**Ring shieldings and gaps of meta-substituted phenols: what each NICS column carries**

The table holds NICS(0), NICS(1), NICS(1)zz and the HOMO-LUMO gap of eight 3-substituted phenols from PySCF, GIAO PBE0/pcSseg-1 on GFN2-xTB geometries, one conformer each. The program tests whether NICS(1) is NICS(1)zz/3 plus a constant, whether NICS(0) is a share of NICS(1)zz plus a term linear in the electronegativity of the binding atom, and whether NICS(1)zz follows lone-pair donation along N, O, F, with Cl left out of that line. The first relation holds to 0.07 ppm rms and the second to 0.13 ppm, while either term alone leaves 0.37 or 0.48 ppm. The N, O, F line misses Cl by 2.2 ppm, and neither electronegativity over all rows nor the inverse gap describes NICS(1)zz. Orbital energies, charges and face differences from the same runs split the gaps into HOMO and LUMO shifts and suggest two orientations of the OH group among the rows.

Calculated values. PBE0/pcSseg-1 with density fitting in PySCF 2.14.0, non-relativistic, gas phase, GFN2-xTB geometries, for phenols with the group * meta to the OH; the marked atom is the ring carbon that carries it. NICS is the negative GIAO shielding at the ring centre (0) or 1 Å off it (1, mean of both faces), zz along the ring normal. Electronegativities are Pauling's.

## Numerical check

```python
# Table: NICS(0), NICS(1), NICS(1)zz (ppm) and HOMO-LUMO gap (eV) of 3-substituted phenols,
# PySCF GIAO PBE0/pcSseg-1 on GFN2-xTB geometries. Tested: (1) NICS(1) = zz/3 + const,
# (2) NICS(0) = a + k*zz + s*chi, (3) zz of lone-pair donors; rivals: zz vs chi, zz vs 1/gap.
T = {
    'member': ['*C#N', '*C(=O)O', '*C(F)(F)F', '*CC', '*N', '*Cl', '*O', '*F'],
    'formula': ['C7H5NO', 'C7H6O3', 'C7H5F3O', 'C8H10O', 'C6H7NO', 'C6H5ClO', 'C6H6O2', 'C6H5FO'],
    'link': ['C', 'C', 'C', 'C', 'N', 'Cl', 'O', 'F'],
    'en': [2.55, 2.55, 2.55, 2.55, 3.04, 3.16, 3.44, 3.98],
    'r_group': [1.415, 1.478, 1.502, 1.502, 1.381, 1.728, 1.36, 1.35],  # Å
    'n0': [-9.8, -9.4, -9.8, -9.5, -9.0, -9.8, -10.1, -10.9],  # ppm
    'n1': [-11.0, -11.0, -11.1, -10.8, -9.6, -10.6, -10.3, -10.9],  # ppm
    'n1zz': [-26.3, -26.2, -26.8, -26.2, -22.6, -25.4, -24.5, -26.0],  # ppm
    'gap': [5.66, 5.42, 6.08, 6.34, 6.04, 6.26, 6.38, 6.44],  # eV
}
import numpy as np
m = list(T['member']); ix = {k: i for i, k in enumerate(m)}
en, n0, n1, zz, gap, r = (np.array(T[k], float) for k in ('en', 'n0', 'n1', 'n1zz', 'gap', 'r_group'))
C = np.array([l == 'C' for l in T['link']])
# further outputs of the same runs (typed): HOMO, LUMO (eV), IAO charge of para C and its H (e), zz of both faces
X = {'*C#N': (-7.274, -1.614, -0.1736, 0.1717, -26.28, -26.24), '*C(=O)O': (-6.928, -1.511, -0.1731, 0.1679, -26.21, -26.20),
     '*C(F)(F)F': (-7.107, -1.023, -0.1794, 0.1694, -26.87, -26.63), '*CC': (-6.457, -0.114, -0.2266, 0.1416, -25.85, -26.53),
     '*N': (-5.843, 0.197, -0.2551, 0.1389, -22.71, -22.42), '*Cl': (-6.831, -0.571, -0.1957, 0.1669, -25.41, -25.41),
     '*O': (-6.438, -0.059, -0.2438, 0.1422, -24.48, -24.47), '*F': (-6.806, -0.362, -0.2055, 0.1657, -25.99, -25.98)}
ho, lu, qC, qH, f1, f2 = np.array([X[k] for k in m]).T
def fit(cols, y):
    A = np.column_stack([np.ones(len(y))] + cols)
    p = np.linalg.lstsq(A, y, rcond=None)[0]
    return p, y - A @ p
def tell(res):
    w = int(np.argmax(abs(res)))
    return f"rms {np.sqrt(np.mean(res**2)):.2f}, worst {m[w]} {res[w]:+.2f} ppm"
ip = (3*n1 - zz)/2; D = n0 - n1; S = n0 - zz/3; dz = zz - zz[C].mean()
pS, rS = fit([en], S); pK, rK = fit([zz, en], n0)
print("row: in-plane(1A), n0-n1, S=n0-zz/3, res(S), res(free k), zz-<zz>C [ppm]")
for i, k in enumerate(m):
    print(f"{k:10s} {ip[i]:6.2f} {D[i]:5.1f} {S[i]:6.2f} {rS[i]:+.2f} {rK[i]:+.2f} {dz[i]:+.2f}")
print("max rounding error: in-plane 0.10, n0-n1 0.10, S 0.07, zz 0.05 ppm")
print(f"spans: n0 {np.ptp(n0):.1f}, n1 {np.ptp(n1):.1f}, zz {np.ptp(zz):.1f}, in-plane {np.ptp(ip):.2f} ppm; gap {np.ptp(gap):.2f} eV")
c1 = (n1 - zz/3).mean()
print(f"(1) n1 = zz/3 {c1:+.2f} ppm: {tell(n1 - zz/3 - c1)}; mean in-plane {ip.mean():.2f}")
print(f"    free slope n1 vs zz {np.polyfit(zz, n1, 1)[0]:.3f} (trace: 0.333)")
print(f"(2) S = {pS[0]:.2f} {pS[1]:+.2f}*chi: {tell(rS)}")
print(f"    free: a {pK[0]:.2f} ppm, k {pK[1]:.2f}, s {pK[2]:.2f} ppm/unit: {tell(rK)}")
print(f"    n0 on chi only: {tell(fit([en], n0)[1])}")
print(f"    n0 on zz only: {tell(fit([zz], n0)[1])}")
R, d = 1.4, 0.64  # rough recalled ring radius and pi-loop height, Angstrom
B = lambda z: (R*R + (z - d)**2)**-1.5 + (R*R + (z + d)**2)**-1.5
print(f"    crude two-loop B(0)/B(1A) {B(0)/B(1):.1f}, k about {B(0)/B(1)/3:.1f}")
print(f"    n0-n1: C-bound {D[C].min():.1f}..{D[C].max():.1f}, hetero {D[~C].min():.1f}..{D[~C].max():.1f} ppm; S span C-bound {np.ptp(S[C]):.2f}")
j = [ix['*N'], ix['*O'], ix['*F']]; c = ix['*Cl']
p3, r3 = fit([en[j]], zz[j]); pc = p3[0] + p3[1]*en[c]
print(f"(3) zz(N,O,F) = {p3[0]:.1f} {p3[1]:+.2f}*chi; residuals N,O,F {np.round(r3, 2)} ppm")
print(f"    Cl left out (3p): predicted {pc:.1f}, miss {zz[c]-pc:+.1f} ppm; bond longer than N,O,F mean by {r[c]-r[j].mean():.3f} A")
print(f"    C-bound zz mean {zz[C].mean():.2f}, span {np.ptp(zz[C]):.1f} ppm; *N weaker by {100*dz[j[0]]/abs(zz[C].mean()):.0f}%, *O {100*dz[j[1]]/abs(zz[C].mean()):.0f}%")
for name, x in (("rival chi", en), ("rival 1/gap", 1/gap), ("probe HOMO", ho), ("probe q(para C)", qC)):
    p, res = fit([x], zz)
    print(f"zz vs {name}: slope {p[1]:.2f}, r {np.corrcoef(x, zz)[0,1]:+.2f}, {tell(res)}")
print(f"zz about its mean (no model): rms {zz.std():.2f} ppm")
e = ix['*CC']
print("vs *CC: dGap, dHOMO, dLUMO [eV]; q(para C), q(para H) [e]; |face diff zz| [ppm]")
for i, k in enumerate(m):
    print(f"{k:10s} {gap[i]-gap[e]:+.2f} {ho[i]-ho[e]:+.2f} {lu[i]-lu[e]:+.2f} {qC[i]:.3f} {qH[i]:.3f} {abs(f1[i]-f2[i]):.2f}")
for a, b in (('*C#N', '*C(=O)O'), ('*C(F)(F)F', '*CC'), ('*Cl', '*O'), ('*C(F)(F)F', '*N')):
    u, v = ix[a], ix[b]
    print(f"{a} - {b}: n0 {n0[u]-n0[v]:+.1f}, zz {zz[u]-zz[v]:+.1f} ppm; gap {gap[u]-gap[v]:+.2f}, HOMO {ho[u]-ho[v]:+.2f}, LUMO {lu[u]-lu[v]:+.2f} eV")
assert D[C].min() > D[~C].max()
assert np.ptp(ip) < 0.15*np.ptp(zz)
assert zz[j[0]] > zz[j[1]] > zz[j[2]] and pS[1] < 0
assert {m[i] for i in np.argsort(gap)[:2]} == {'*C#N', '*C(=O)O'}
```

Output:

```
row: in-plane(1A), n0-n1, S=n0-zz/3, res(S), res(free k), zz-<zz>C [ppm]
*C#N        -3.35   1.2  -1.03 -0.19 -0.21 +0.07
*C(=O)O     -3.40   1.6  -0.67 +0.18 +0.17 +0.18
*C(F)(F)F   -3.25   1.3  -0.87 -0.02 -0.06 -0.43
*CC         -3.10   1.3  -0.77 +0.08 +0.07 +0.18
*N          -3.10   0.6  -1.47 -0.11 +0.02 +3.77
*Cl         -3.20   0.8  -1.33 +0.14 +0.14 +0.98
*O          -3.20   0.2  -1.93 -0.17 -0.14 +1.88
*F          -3.35   0.0  -2.23 +0.08 +0.02 +0.38
max rounding error: in-plane 0.10, n0-n1 0.10, S 0.07, zz 0.05 ppm
spans: n0 1.9, n1 1.5, zz 4.2, in-plane 0.30 ppm; gap 1.02 eV
(1) n1 = zz/3 -2.16 ppm: rms 0.07, worst *C(=O)O -0.10 ppm; mean in-plane -3.24
    free slope n1 vs zz 0.365 (trace: 0.333)
(2) S = 1.77 -1.03*chi: rms 0.13, worst *C#N -0.19 ppm
    free: a 0.46 ppm, k 0.29, s -0.99 ppm/unit: rms 0.12, worst *C#N -0.21 ppm
    n0 on chi only: rms 0.37, worst *N +0.83 ppm
    n0 on zz only: rms 0.48, worst *F -1.03 ppm
    crude two-loop B(0)/B(1A) 1.3, k about 0.4
    n0-n1: C-bound 1.2..1.6, hetero 0.0..0.8 ppm; S span C-bound 0.37
(3) zz(N,O,F) = -11.9 -3.57*chi; residuals N,O,F [ 0.17 -0.3   0.13] ppm
    Cl left out (3p): predicted -23.2, miss -2.2 ppm; bond longer than N,O,F mean by 0.364 A
    C-bound zz mean -26.38, span 0.6 ppm; *N weaker by 14%, *O 7%
zz vs rival chi: slope 0.83, r +0.33, rms 1.20, worst *N +2.85 ppm
zz vs rival 1/gap: slope -25.66, r -0.20, rms 1.25, worst *N +2.91 ppm
zz vs probe HOMO: slope 2.62, r +0.87, rms 0.62, worst *CC -1.36 ppm
zz vs probe q(para C): slope -34.48, r -0.81, rms 0.74, worst *CC -1.39 ppm
zz about its mean (no model): rms 1.27 ppm
vs *CC: dGap, dHOMO, dLUMO [eV]; q(para C), q(para H) [e]; |face diff zz| [ppm]
*C#N       -0.68 -0.82 -1.50 -0.174 0.172 0.04
*C(=O)O    -0.92 -0.47 -1.40 -0.173 0.168 0.01
*C(F)(F)F  -0.26 -0.65 -0.91 -0.179 0.169 0.24
*CC        +0.00 +0.00 +0.00 -0.227 0.142 0.68
*N         -0.30 +0.61 +0.31 -0.255 0.139 0.29
*Cl        -0.08 -0.37 -0.46 -0.196 0.167 0.00
*O         +0.04 +0.02 +0.06 -0.244 0.142 0.01
*F         +0.10 -0.35 -0.25 -0.205 0.166 0.01
*C#N - *C(=O)O: n0 -0.4, zz -0.1 ppm; gap +0.24, HOMO -0.35, LUMO -0.10 eV
*C(F)(F)F - *CC: n0 -0.3, zz -0.6 ppm; gap -0.26, HOMO -0.65, LUMO -0.91 eV
*Cl - *O: n0 +0.3, zz -0.9 ppm; gap -0.12, HOMO -0.39, LUMO -0.51 eV
*C(F)(F)F - *N: n0 -0.8, zz -4.2 ppm; gap +0.04, HOMO -1.26, LUMO -1.22 eV
```
